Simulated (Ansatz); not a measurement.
A family of molecules: the dipole moment

All atoms of one element are swapped for its congeners: AsF3 (arsenic trifluoride) `F[As](F)F`; AsBr3 (arsenous tribromide) `Br[As](Br)Br`; AsI3 (arsenic triiodide) `I[As](I)I`. The Cl member is missing. All are singlets with charge 0.

Shapes, held fixed at every level: PBE0-D4/def2-TZVP. Programs: Ansatz 0.2.0. Values in D.

```json
{"level": "PBE-D4/def2-TZVPP", "AsF3": "2.27", "AsBr3": "1.05", "AsI3": "0.49"}
{"level": "r2SCAN-D4/def2-TZVPP", "AsF3": "2.31", "AsBr3": "1.07", "AsI3": "0.50"}
{"level": "B3LYP-D4/def2-TZVPP", "AsF3": "2.53", "AsBr3": "1.19", "AsI3": "0.60"}
{"level": "wB97M-V/def2-TZVPP", "AsF3": "2.53", "AsBr3": "1.20", "AsI3": "0.59"}
{"level": "measured", "AsF3": "2.59", "AsBr3": "–", "AsI3": "–"}
```

At wB97M-V/def2-TZVPP the dipole moment falls at every step, from 2.53 to 0.59 D. Every level shows the same order. Measured values: NIST CCCBDB. For atoms past krypton def2 sets carry core potentials with scalar relativity. Relativity is left out for As, Br unless named. Magnitudes only: a dipole under 1 D may point either way.

The dipole moment shrinks steadily from the fluoride to the iodide, following the falling electronegativity of the halogen. Fluorine draws the most charge from arsenic, so the three As–F bond moments add up to a large resultant along the molecular axis. Down the group the bonds become more covalent, and this loss of charge separation outweighs the longer bonds, which alone would raise the moment. The arsenic lone pair points away from the halogens and opposes polar As–X bonds, so it probably cancels a growing share of the bond contribution in the heavier members.

For AsF3, B3LYP and wB97M-V both give 2.53 D, close to the measured 2.59 D, while PBE falls to 2.27 D. Since the shapes are shared, the spread reflects the electron density rather than the structure, and exact exchange probably helps by keeping more charge on the halogens. The comparison with experiment supports the hybrids for the fluoride only; their accuracy for the more covalent bromide and iodide remains untested here.
